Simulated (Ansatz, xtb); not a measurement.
## Ligand exchange: C2H6OSi2 + C3H7FO → C2H6O2Si2 + C3H7F

Gas-phase species: C2H6OSi2 `O[SiH2]C#C[SiH3]`, singlet; C3H7FO `CC(C)(O)F`, singlet; C2H6O2Si2 `O[SiH2]C#C[SiH2]O`, singlet; C3H7F (2-fluoropropane) `CC(C)F`, singlet. The partners trade H for OH: Si–H and C–OH bonds give way to Si–OH and C–H.

Shapes, held fixed at every level: PBE0-D4/def2-TZVP. Flexible molecules stand in one conformer, not always the lowest. Programs: Ansatz 0.2.0, xtb 6.7.1. Electronic energies: no zero-point or thermal term.

Q: Estimate ΔE of this reaction.

A: The highest level, CCSD(T)/CBS estimate, gives ΔE = -125.0 kJ/mol; the levels span -126.4 to +42.1. They disagree on the sign: 1 of 8 are positive. GFN0-xTB strays far from the other rows. The column of differences is taken from that level and isn't an error. No measured value is set beside it here. The CBS estimate extrapolates MP2 from def2-TZVPP and def2-QZVPP and adds CCSD(T) − MP2 in the triple-zeta set, cores frozen.

```json
{"level": "GFN0-xTB", "kind": "semi-empirical", "ΔE (kJ/mol)": "+42.1", "less CCSD(T)/CBS estimate": "+167.1"}
{"level": "PBE0-D4/def2-TZVPP", "kind": "global hybrid", "ΔE (kJ/mol)": "-116.1", "less CCSD(T)/CBS estimate": "+8.9"}
{"level": "r2SCAN0-D4/def2-TZVPP", "kind": "global hybrid", "ΔE (kJ/mol)": "-120.6", "less CCSD(T)/CBS estimate": "+4.4"}
{"level": "wB97X-V/def2-TZVPP", "kind": "range-separated hybrid", "ΔE (kJ/mol)": "-116.1", "less CCSD(T)/CBS estimate": "+8.9"}
{"level": "B2PLYP/def2-TZVPP", "kind": "double hybrid", "ΔE (kJ/mol)": "-126.4", "less CCSD(T)/CBS estimate": "-1.4"}
{"level": "CCSD(T)/def2-SVP", "kind": "coupled cluster or CI", "ΔE (kJ/mol)": "-88.9", "less CCSD(T)/CBS estimate": "+36.1"}
{"level": "CCSD(T)/def2-TZVPP", "kind": "coupled cluster or CI", "ΔE (kJ/mol)": "-121.0", "less CCSD(T)/CBS estimate": "+4.0"}
{"level": "CCSD(T)/CBS estimate", "kind": "coupled cluster or CI", "ΔE (kJ/mol)": "-125.0", "less CCSD(T)/CBS estimate": "0.0"}
```

The exchange is strongly exothermic at every level except GFN0-xTB, as expected when hydroxyl moves from carbon to silicon. The driving force is the strong, highly polar Si–O bond: silicon is much more electropositive than carbon, and oxygen lone-pair donation into σ* orbitals on silicon adds to the ionic attraction. Replacing Si–H by the stronger C–H bond helps as well. Working against this, the fluoroalcohol loses the anomeric stabilization of its geminal F and OH groups, which probably makes the reaction less exothermic than it would be with a simple alcohol.

The coupled-cluster value moves from -88.9 to -121.0 kJ/mol between the double- and triple-zeta sets, probably because the smaller set has too few polarization functions to describe Si–O bonding. The positive GFN0-xTB value contradicts known silicon chemistry and probably reflects its non-self-consistent treatment of charge in polar bonds. The results support a clear thermodynamic preference for the silanol, but say nothing about the barrier to exchange.
